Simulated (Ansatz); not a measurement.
# NbRu3C and the effect of the functional

```
Ru Nb C
1.0
     4.06514    0.00000    0.00000
     0.00000    4.06514    0.00000
     0.00000    0.00000    4.06514
Ru Nb C
3 1 1
Cartesian
  2.0326 2.0326 0.0000
  2.0326 0.0000 2.0326
  0.0000 2.0326 2.0326
  0.0000 0.0000 0.0000
  2.0326 2.0326 2.0326
```

The cell comes from a database or a generator and needn't be the stable form of this composition.

Kept alike: task band structure; k mesh 7 × 7 × 7; occupations fermi-dirac, width 0.05 eV; no spin polarisation. Program: Ansatz, Ansatz PAW. Cutoffs run from 420 to 500 eV. The mesh is that of the run's cell of 5 atoms. No spin-orbit coupling.

| run | pressure (GPa) |
| --- | --- |
| A | -3.37 |
| B | -7.52 |
| C | -16.86 |
| D | -11.81 |

Pressure is positive in compression, with a Pulay correction for the finite cutoff. For a metal such a mesh leaves the last digits unconverged. All rows use potentials made for PBE.

Question: The runs differ in the functional (and the cutoff that goes with it) alone: LDA; PBE; PBEsol; r2SCAN. Which run is which?

Answer: Run A is PBE; run B is r2SCAN; run C is LDA; run D is PBEsol. The pressure runs from -16.86 (LDA) to -3.37 GPa (PBE). From PBE: LDA -13.49; PBEsol -8.44; r2SCAN -4.15. A positive pressure means that the functional's own cell is larger than the one given, a negative one that it is smaller.

All four functionals would contract this cell, PBE least (-3.37 GPa) and LDA most (-16.86 GPa), with r2SCAN and PBEsol between them. This is the familiar order for the lattice constants of dense transition-metal compounds. The spread probably reflects how strongly each functional's exchange-correlation energy rewards the more inhomogeneous density of an expanded lattice, a reward that LDA lacks and that PBEsol keeps weaker than PBE.

Carbon sits in an octahedron of Ru, so contraction shortens the stiff Ru-C contacts, where Ru 4d and C 2p states mix, together with the Ru-Nb and Ru-Ru contacts. The pressure is the net response of all these bonds and can't be assigned to any one of them. Since PBE tends to overestimate the lattice constants of 4d metals, its negative pressure suggests that the given cell is somewhat expanded for this structure, rather than that PBE overbinds it. Without a measured lattice constant for this phase, the pressures don't show which functional describes it best.
